## In₃Sb: which states lie at the Fermi level?

In this In₃Sb cell, twelve valence electrons share the 7.8 eV below the Fermi level. The calculation puts the thirty In 4d electrons about 15 eV down, within half an electronvolt of each other; functionals of this kind place such levels too shallow, and the spin–orbit coupling left out here would split them by more than that. Just above the Fermi level there are roughly 1.6 states per eV in the four-atom cell. The open question is how many states lie just below the Fermi level and across it, and which orbitals they come from.

The crystal is a model: an ordered, unrelaxed cell, whereas the established In–Sb compound at ambient pressure is InSb. What follows describes the electrons of this cell, not the stability of such a phase.

Ansatz 0.2.0, r2SCAN with plane waves and PAW, scalar-relativistic without spin–orbit coupling, for the unrelaxed four-atom cell of In₃Sb (Pm-3m). Wave cutoff 500 eV, 8×8×8 k mesh, Gaussian smearing of 0.05 eV, no spin polarisation. Both window edges are measured from the Fermi level; orbital shares are fractions of the summed Loewdin projections.

```
bottom of the window, from the Fermi level (eV)  top of the window (eV)  states in the window (per cell)  share of the cell that they fill  share of Sb 5s  share of In 5p  share of In 5s  share of Sb 5p  share of In 4d
                                         -15.29                  -14.81                            30.00                              0.06            0.00            0.00            0.00            0.00            1.00
                                         -10.85                   -8.72                             2.00                              0.25            0.59            0.29            0.11            0.00            0.00
                                          -7.80                   -5.19                             2.89                              0.87            0.08            0.29            0.45            0.17            0.00
                                          -5.19                   -2.59                             3.66                              0.87            0.05            0.33            0.44            0.18            0.00
                                          -1.20                    0.00                                ?                                 ?               ?               ?               ?               ?               ?
                                          -0.25                    0.25                                ?                                 ?               ?               ?               ?               ?               ?
                                           0.00                    1.20                             1.87                              0.87            0.03            0.51            0.21            0.24            0.00
```

The number of states includes both spins. The orbital shares are sums over three In atoms but only one Sb atom. The share of the cell that the states fill measures how evenly their density is spread, and 1 would be perfectly even.

### Counting the states

The simpler system is a gas of free electrons in the same volume, with its energy zero at the bottom of the broad band, −7.80 eV. Up to an energy $E$ above that zero it holds

$$N(E)=\frac{V}{3\pi^2}\left(\frac{2mE}{\hbar^2}\right)^{3/2},$$

where $V$ is the cell volume and $m$ the free-electron mass. Up to the Fermi level this gives 11.2 electrons, against the 12 that belong there. With the separate deep band left out in this way, the analogy holds roughly for the total but not for the details: the lowest third of the filled band has a third more states than free electrons would give.

For the window from −1.20 to 0 eV, $E$ runs from 6.60 to 7.80 eV. With $V=4\times28.29$ Å³ the prefactor is 0.514 eV$^{-3/2}$, so

$$0.514\,(7.80^{3/2}-6.60^{3/2})\approx2.48\ \text{states}.$$

The real crystal departs from this curve, and the electron count and the window above the Fermi level show by how much. Of the 44 electrons counted here (the 54 of the run less the ten Sb 4d electrons, which lie below all the windows), 5.45 remain for the range from −2.59 to 0 eV if the gaps between the deeper windows are empty. That is 1.07 times the free-electron count, while the window above the Fermi level holds only 0.70 times its count. A straight line in energy between these two ratios gives 0.935 at −0.6 eV, hence $2.48\times0.935\approx2.32$ states. The same line serves for the narrow window.

### Guessing the orbitals

For Sb 5p I made two estimates. A straight line between the known windows on either side gives a share a little above 0.2. The other estimate gives Sb its five atomic electrons and places those not yet found deeper down in the range below the Fermi level, which makes the share higher. I took the mean, because neutral Sb is only an assumption: the tail of an Sb orbital can be counted as In. The In shares follow their own straight lines, scaled to fit what remains.

The forecasts, with error bars set by judgement, and relatively wider ones in the narrow window because of its coarse mesh, are:

- **−1.20 to 0 eV:** 2.32 ± 0.46 states; In 5p 0.43, In 5s 0.25, Sb 5p 0.27, each ± 0.07.
- **−0.25 to 0.25 eV:** 0.88 ± 0.31 states; In 5p 0.47, In 5s 0.23, Sb 5p 0.26, each ± 0.10.
- **Filled share of the cell:** 0.87 ± 0.04 in both.

In words: no gap at the Fermi level, states mixed over both kinds of atom, In 5p the largest summed share, and no pure In 5s lone-pair band.

### The computed values

The withheld rows as computed:

```
bottom of the window, from the Fermi level (eV)  top of the window (eV)  states in the window (per cell)  share of the cell that they fill  share of Sb 5s  share of In 5p  share of In 5s  share of Sb 5p  share of In 4d
                                          -1.20                    0.00                             2.64                              0.81            0.02            0.33            0.27            0.38            0.00
                                          -0.25                    0.25                             1.01                              0.76            0.02            0.31            0.26            0.41            0.00
```

Both counts fall inside their error bars, though each forecast is about an eighth too low. The plain free-electron count would have come closer in both windows. Averaged over the last 1.2 eV below the Fermi level, the density of states is 2.20 states per eV, or 1.06 times the free-electron count. The range from −2.59 to −1.20 eV is left with 1.08 times its count. The ratio hardly falls below the Fermi level, so my straight line applied the correction too early. There is no gap: the narrow window contains states, and by the band count of the run the bands overlap by more than 3 eV.

The In 5s shares are also inside their bars, and the states are mixed, with no separate lone-pair band. The other shares miss in both windows. Sb 5p is higher than forecast by 0.11 in the wide window and 0.15 in the narrow one, and In 5p is lower by 0.10 and 0.16. Sb 5p, not In 5p, is therefore the largest share at the Fermi level, although there is only one Sb atom for every three In.

### Why the straight line failed

A share can rise because its own orbital gains states or because the others lose them. Multiplying share by density of states separates the two. From the window just below the Fermi level to the one just above, Sb 5p drops from $0.38\times2.20\approx0.8$ to $0.24\times1.56\approx0.4$ states per eV. In 5p goes from about 0.7 to about 0.8. The orbital projections add up to more than the states (2.766 and 2.139 against 2.637 and 1.867); counted on those totals In 5p gains about a fifth, while Sb 5p still halves.

The large In 5p share above the Fermi level thus comes mainly from the loss of Sb 5p and In 5s. I had read it as a steady growth of the In 5p share and carried that growth down into the withheld windows. The drop in Sb 5p also accounts for most of the fall in the total density of states. The neutral-Sb estimate, 0.37 for the whole range from −2.59 to 0 eV, was close to the computed 0.38; I spoiled it by sloping it down toward the window above and averaging it with the line.

Atomic physics offers a reason for the order. In a free atom the 5s level lies below the 5p level, and both lie deeper in Sb than in In because the Sb nucleus has two more charges. The 5s–5p spacing is larger than the shift from In to Sb, so the sequence from the bottom up is Sb 5s, In 5s, Sb 5p, In 5p. The largest summed shares appear in this order: Sb 5s in its separate band, In 5s low in the broad band, Sb 5p around the Fermi level and In 5p above it. Both In steps rest on the sum over three atoms: per atom, In 5s has only 0.15 low in the broad band against 0.17 for Sb 5p, and In 5p has 0.17 above the Fermi level against 0.24 for Sb 5p. I used this ordering only after seeing the result. Here it would have warned against drawing a line through the shares, since a line has no room for a maximum between its ends. One compound doesn't show how well the ordering serves elsewhere.

The filled share of the cell was also forecast too high, by 0.06 in the wide window and 0.11 in the narrow one. This fits the same picture. Divided into atomic cells, the density of these two windows puts 0.40 and 0.42 of its weight on Sb, one atom in four, against about a quarter low in the broad band, so it is less even. The smaller excess on Sb above the Fermi level, just under a third, leaves the filled share at 0.87.

The details of the narrow window deserve the least trust. Besides the coarse mesh, the calculation leaves out spin–orbit coupling, which splits the 5p levels of such heavy atoms by some tenths of an electronvolt, comparable with the width of the window. The Sb 5p maximum does not rest on that window alone, because the wide window below the Fermi level shows a high share too. Where it peaks is open: the 2.81 electrons between −2.59 and −1.20 eV were not resolved, and neutral Sb would give them a share about as high.
